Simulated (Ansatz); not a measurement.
Method: DFT PBE, scalar-relativistic, plane waves, PAW in Ansatz. Settings: cutoff 420 eV, Γ-centred meshes spaced at most about 0.3 Å⁻¹, and about 0.25 Å⁻¹ or finer for metals (2π included), Gaussian smearing. No spin polarisation in the final relaxations.

These are static total energies at zero pressure.

Compare these two cells of Zr3S2, each relaxed at this level.

A.

```
CELL_PARAMETERS angstrom
4.82958 -1.64682 0.00000
4.82958 1.64682 0.00000
-3.12007 0.00000 5.96348
ATOMIC_POSITIONS crystal
Zr 0.32243 0.32243 0.80987
Zr 0.67757 0.67757 0.19013
Zr 0.50000 0.50000 0.50000
S 0.04731 0.04731 0.82456
S 0.95269 0.95269 0.17544
```

B.

```
CELL_PARAMETERS angstrom
-1.77012 1.77012 8.66531
1.77012 -1.77012 8.66531
1.77012 1.77012 -8.66531
ATOMIC_POSITIONS crystal
Zr 0.64362 0.64362 0.00000
Zr 0.35638 0.35638 0.00000
Zr 0.00000 0.00000 0.00000
S 0.75000 0.25000 0.50000
S 0.50000 0.50000 0.00000
```

**Question.** Which is lower in energy, and by how much?

**Answer.** A is lower, by 62 meV/atom. A has space group C2/m (No. 12), 19.0 Å³/atom and no gap on its mesh; B has space group I-4m2 (No. 119), 21.7 Å³/atom and no gap. Counting S atoms around Zr (those within 1.25 times the shortest such distance or 1.15 times the sum of covalent radii; a slash parts the counts of unlike sites), A has Zr 4/5 and B has Zr 3/4. The denser one is the lower, and pressure would at first widen the difference. Both come from invented guesses. A third cell relaxed alike, in R32 (a Materials Project cell), lies 25 meV/atom below the lower of the two.

Cells relaxed within their symmetry can be saddle points.

The preference for A fits the bonding expected of a metal-rich sulfide. Sulfur, counted as sulfide, takes up only a minority of the zirconium valence electrons, and the rest stay in Zr 4d states that can bind metal to metal. That agrees with the absence of a gap in both cells. In A the zirconium atoms approach one another about as closely as in the element, whereas in B the shortest Zr–Zr contacts are clearly longer. A also gives zirconium more sulfur neighbours. B's Zr–S bonds are shorter, as usual at lower coordination, but this evidently does not make up for the lost contacts. The more open cell therefore probably loses on both metal–metal and metal–sulfur bonding, though total energies alone cannot separate the two shares.

A has a weakness of its own: one S–S contact is well short of the van der Waals distance yet far too long for a disulfide bond. It is probably repulsive and may contribute to A lying above the R32 cell. Stability against disproportionation into neighbouring zirconium sulfides or the metal remains untested.
